Dear colleague,

Your question was whether a size series of cobalt catalysts below 8 nm can fix the parameters of the thermodynamic size effect of Parmon and Murzin. Turnover frequencies alone cannot. With residence times from a $^{12}$CO/$^{13}$CO switch the inversion becomes unique and can be done in closed form. I show it on a data set that I made for the exercise.

**The data**

The conditions are methanation at 483 K, H$_2$/CO = 10 and fixed pressure. TOF is the rate at which carbon leaves in products, per surface Co atom. $\tau$ is the mean residence time of that carbon, the area under the normalised $^{12}$C product transient after correction for gas hold-up. The first four columns are made values with some scatter added, rounded as data are. I assign every TOF and every $\tau$ an independent standard uncertainty of 5 %. The last two columns are derived, with $y = 1/(\mathrm{TOF}\cdot\tau)$. I print them and later intermediates with guard digits and compute from unrounded values.

| $n$ | $d$ / nm | TOF / $10^{-3}$ s$^{-1}$ | $\tau$ / s | $\ln(\tau/\mathrm{s})$ | $y$ |
|---|---|---|---|---|---|
| 1 | 12 | 9.4 | 5.8 | 1.758 | 18.34 |
| 2 | 6.0 | 8.7 | 14 | 2.639 | 8.210 |
| 3 | 4.0 | 6.1 | 31 | 3.434 | 5.288 |
| 4 | 3.0 | 3.2 | 71 | 4.263 | 4.401 |
| 5 | 2.4 | 1.5 | 165 | 5.106 | 4.040 |

The diameters are equally spaced in $u = 1/d = n/(12\ \mathrm{nm})$, which is what allows closed formulas.

**The model**

A working site is either empty or holds a carbon species I that can leave only as product. Step 1 forms I (CO activation), and step 2 removes it (hydrogenation and release). Both steps run one way, and the adlayer is ideal. At fixed pressures each step has a first-order frequency, $a$ for step 1 and $b$ for step 2 on an infinitely large particle. Reversibly adsorbed CO and H are absorbed in $a$ and $b$.

On a particle of diameter $d$ the standard Gibbs energy of I, relative to the empty site, is lowered by $\chi RT/d$. The length $\chi$ is positive for stronger binding on small particles. Both transition states are lowered by the same fraction $\alpha$ of this shift, with $0<\alpha<1$. This is the Brønsted–Evans–Polanyi rule in Temkin's convention, where both steps are read in the direction that forms I. Step 1 starts from the empty site, so its barrier drops by $\alpha\chi RT/d$. Step 2 starts from I, so its barrier rises by $(1-\alpha)\chi RT/d$. With $x=\chi/d$,

$$\omega_1 = a\,e^{\alpha x},\qquad \omega_2 = b\,e^{-(1-\alpha)x}.$$

The steady state $\omega_1(1-\theta)=\omega_2\theta$ gives the coverage of I and the rate $r=\omega_1(1-\theta)$ per working site:

$$\frac{\theta}{1-\theta}=\frac{a}{b}\,e^{x},\qquad r=\frac{a\,e^{\alpha x}}{1+(a/b)\,e^{x}}. \tag{1}$$

Differentiation gives $\mathrm{d}\ln r/\mathrm{d}x=\alpha-\theta$ and $\mathrm{d}^2\ln r/\mathrm{d}x^2=-\theta(1-\theta)<0$. The only stationary point is therefore a maximum, at $\theta=\alpha$:

$$x^*=\ln\frac{\alpha b}{(1-\alpha)a},\qquad d^*=\frac{\chi}{x^*}. \tag{2}$$

It lies at a real size only if $d^*>0$. Otherwise $r$ is monotonic in $d$. It then rises with $d$, because $r\to0$ as $d\to0$ for either sign of $\chi$.

You count surface atoms, not working sites. Let a fraction $f$ of the surface atoms be working sites, the same for all sizes, so that $\mathrm{TOF}=f r$. After the switch the old isotope leaves the pool at the frequency $\omega_2$, so $\tau=1/\omega_2$. Since $r=\omega_2\theta$, the product $\mathrm{TOF}\cdot\tau=f\theta$ is the pool per surface atom. The two observables then obey

$$\ln\tau=-\ln b+\beta u,\qquad \beta=(1-\alpha)\chi, \tag{3}$$

$$y=A+B\,e^{-\chi u},\qquad A=\frac1f,\qquad B=\frac{b}{af}. \tag{4}$$

The unknowns are $a$, $b$, $\alpha$, $\chi$ and $f$.

**What TOF alone leaves open**

Equation (1) is equivalent to

$$\frac1{\mathrm{TOF}}=\frac{e^{-\alpha\chi u}}{fa}+\frac{e^{(1-\alpha)\chi u}}{fb}.$$

Only the products $fa$ and $fb$ appear, so $f$ is invisible. Two such curves differ by a sum of at most four real exponentials, which has at most three zeros unless it vanishes identically. Four exact TOF values thus fix the two exponentials. They do not say which belongs to which step. The replacement $(a,b,\alpha,\chi)\to(b,a,1-\alpha,-\chi)$ swaps $\omega_1$ and $\omega_2$ and leaves TOF and $d^*$ unchanged. Stronger binding with slow removal looks exactly like weaker binding with slow formation. The residence time is $1/\omega_2$ alone and breaks the tie.

**Inversion**

First take (3). The least-squares line through five equally spaced points $L_n=\ln\tau_n$ has the slope $[2(L_5-L_1)+(L_4-L_2)]/10=0.832$ per unit of $n$. Its intercept, the mean of the $L_n$ less three slopes, is 0.944. Hence $\beta=12\ \mathrm{nm}\times0.832=9.98$ nm and $b=e^{-0.944}\ \mathrm{s^{-1}}=0.389$ s$^{-1}$. The largest residual in $\ln\tau$ is 0.031, inside the assigned uncertainty. Since $1-\alpha>0$, the positive slope already shows that $\chi>0$.

Now take (4), which reads $y_n=A+Bq^n$ with $q=e^{-\chi/(12\,\mathrm{nm})}$. From samples 1, 3 and 5 form $D_1=y_1-y_3=Bq(1-q^2)$ and $D_2=y_3-y_5=Bq^3(1-q^2)$. The constant $A$ cancels, and

$$Q=q^2=\frac{D_2}{D_1},\qquad \chi=-(6\ \mathrm{nm})\ln Q,\qquad A=y_5-\frac{D_2Q}{1-Q},\qquad B=\frac{D_1}{\sqrt Q\,(1-Q)}.$$

The formula for $A$ is Aitken's extrapolation of the pool to saturation. The table gives $D_1=13.05$, $D_2=1.248$, $Q=0.0956$ and $\ln Q=-2.348$. Then $\chi=14.1$ nm, $A=3.909$ and $B=46.7$, so $f=1/A=0.256$ and $b/a=B/A=11.9$. Combining with the first part gives $a=0.0326$ s$^{-1}$ and $\alpha=1-\beta/\chi=0.29$. Equation (2) yields $x^*=1.59$ and $d^*=8.9$ nm.

The values $y_2$ and $y_4$ were not used for $A$, $B$ and $Q$. The fitted curve predicts 8.371 and 4.335, which differ from the table by $+2.0$ % and $-1.5$ %. With made data this tests only the arithmetic. With yours it would test the model.

Each step above has a single solution, provided $D_1$ and $D_2$ have the same sign and $Q\neq1$. The parameters are thus unique. They are admissible if $B>0$, $0<f\le1$ and $0<\beta/\chi<1$, which all hold. The mirror set, with $\alpha=0.71$ and $\chi=-14.1$ nm at the same $f$, gives the same TOF curve. Its residence time $a^{-1}e^{-\alpha\chi u}$, written in the unswapped parameters, would fall from 22 s at 12 nm to 5.6 s at 2.4 nm. The table excludes it.

**How errors carry through**

Each $\ln y_n$ carries the uncertainty $0.05\sqrt2=0.071$. Differentiating $\chi=(6\ \mathrm{nm})\ln(D_1/D_2)$ gives

$$\delta\chi=6\ \mathrm{nm}\left[\frac{y_1}{D_1}\,\delta\ln y_1-y_3\left(\frac1{D_1}+\frac1{D_2}\right)\delta\ln y_3+\frac{y_5}{D_2}\,\delta\ln y_5\right].$$

The three coefficients are $8.4$, $-27.9$ and $19.4$ nm. They sum to zero, so a common factor in $y$ does not touch $\chi$. They are large because $D_2$ is a small difference of two numbers near saturation. The 4 nm sample alone supplies 63 % of the variance of $\chi$, so repeat runs on it pay best. I propagated all quantities to first order in the same way, keeping the correlation that arises because the $\tau_n$ enter both (3) and (4).

| quantity | value | standard uncertainty |
|---|---|---|
| $\chi$ / nm | 14.1 | 2.5 |
| $\beta$ / nm | 9.98 | 0.19 |
| $\alpha$ | 0.29 | 0.13 |
| $f$ | 0.256 | 0.024 |
| $b$ / s$^{-1}$ | 0.389 | 0.020 |
| $a$ / s$^{-1}$ | 0.033 | 0.006 |
| $b/a$ | 11.9 | 2.3 |
| $x^*$ | 1.59 | 0.76 |
| $d^*$ / nm | 8.9 | 2.7 |

The data fix the removal step well and the split of $\beta$ into $\chi$ and $1-\alpha$ poorly. Nearly all the uncertainty of $\alpha$ comes from $\chi$. The maximum exists only for $x^*>0$, and $x^*$ stands about two standard uncertainties above zero. As $x^*$ shrinks, $d^*$ runs off to large sizes, so the true interval for $d^*$ is skewed upwards and the symmetric 2.7 nm is only a guide. A weighted fit that also uses $y_2$ and $y_4$ would narrow these bars somewhat.

The maximum is also flat. The inferred curve gives $9.4\times10^{-3}$ s$^{-1}$ at $d^*$, stays within 7 % of this from 6 to 20 nm, and tends to $fa/(1+a/b)=7.7\times10^{-3}$ s$^{-1}$ for large particles. At 5 % precision you would call it a plateau.

Three calibration errors act simply. A common factor in all diameters multiplies $\chi$, $\beta$ and $d^*$ by that factor and leaves the rest alone. A common factor in TOF, as from a wrong count of surface atoms, moves only $f$. A common factor in $\tau$ moves $a$, $b$ and $f$ but not $\chi$, $\alpha$ or $d^*$.

**The width of the size distribution**

The model treats each sample as monodisperse, and this neglect is not small. TOF and pool are averages over surface atoms. The surface-weighted mean of $u$ is $\sum N_id_i/\sum N_id_i^2$, where $N_i$ counts particles of diameter $d_i$, so the diameter to tabulate is the inverse of that ratio. The first-order term then vanishes. To second order in the standard deviation $\sigma_x$ of $x$,

$$\frac{\delta\,\mathrm{TOF}}{\mathrm{TOF}}=\frac{\sigma_x^2}{2}\left[(\alpha-\theta)^2-\theta(1-\theta)\right],\qquad \frac{\delta\theta}{\theta}=\frac{\sigma_x^2}{2}(1-\theta)(1-2\theta).$$

The observed $\tau$ is the mean pool divided by the mean TOF, so $\delta\ln\tau=\tfrac12\sigma_x^2[(1-\theta)^2-(\alpha-\theta)^2]$. Assume $\sigma_x=0.15\,x$. At 2.4 nm, $x=5.87$ and $\theta=0.967$, and TOF is raised by 16 %, three times the assigned uncertainty. The pool moves by 2 % at most at any of the five sizes, so $\chi$ shifts far less than its bar. The slope of $\ln\tau$ is another matter. The shifts lower the apparent $\beta$ by 0.6 nm, three times its statistical bar. With such a spread $\beta$ is known as about 10 nm and no better, unless the model is averaged over your microscopy histograms before fitting.

**What the numbers mean**

At 483 K, $RT=4.02$ kJ mol$^{-1}$ and $\chi RT=57\pm10$ kJ nm mol$^{-1}$. The intermediate is stabilised by 9.4 kJ mol$^{-1}$ at 6 nm and by 24 kJ mol$^{-1}$ at 2.4 nm. In the thermodynamic picture the atoms of an isotropic sphere carry the excess chemical potential $4\gamma V_m/d$, with $\gamma$ the surface energy and $V_m$ the molar volume. The binding shift is the part of this excess that a site sheds when it takes up I. Write $\chi RT=4\kappa\gamma V_m$, where $\kappa$ is that part per mole of sites. Typical approximate inputs for cobalt, $\gamma\approx2.5$ J m$^{-2}$ and $V_m\approx6.7$ cm$^3$ mol$^{-1}$, give $4\gamma V_m=67$ kJ nm mol$^{-1}$ and $\kappa=0.84\pm0.15$. The bar omits the uncertainty of $\gamma$. One adsorbate would have to relieve most of the excess of one Co atom. The fit cannot confirm this origin, because any contribution to the binding that scales as $1/d$ enters $\chi$ in the same way.

All these values are the model's, drawn from made data, and are not properties of cobalt. I chose the TOF column to reproduce typical cobalt behaviour, a level near $10^{-2}$ s$^{-1}$ above 6 to 8 nm and a several-fold drop below. The $\tau$ column is close to what the model then demands with one particular $f$. From 12 to 2.4 nm it grows 28-fold and the pool 4.5-fold. As typical knowledge, and not as a measurement, switch experiments on cobalt show $\tau$ lengthening only about twofold or less on the smallest particles, with a pool that shrinks. The model thus overstates the growth of $\tau$ by roughly an order of magnitude.

This gives you a test that needs no fit. By (3) and (4), $\tau$ and the pool $1/y$ both rise with $1/d$ if $\chi>0$ and both fall if $\chi<0$. If your $\tau$ rises while $\mathrm{TOF}\cdot\tau$ falls, no choice of $a$, $b$, $\chi$, constant $f$ and $0<\alpha<1$ fits the series. At least one assumption must then go, and the first candidate is the constant $f$, since sites for CO activation may be lost or blocked on small particles. In that case (3) still returns $b$ and $\beta$ for the removal step, but (4) no longer separates $\chi$ from $\alpha$ until the working sites of each sample are counted independently.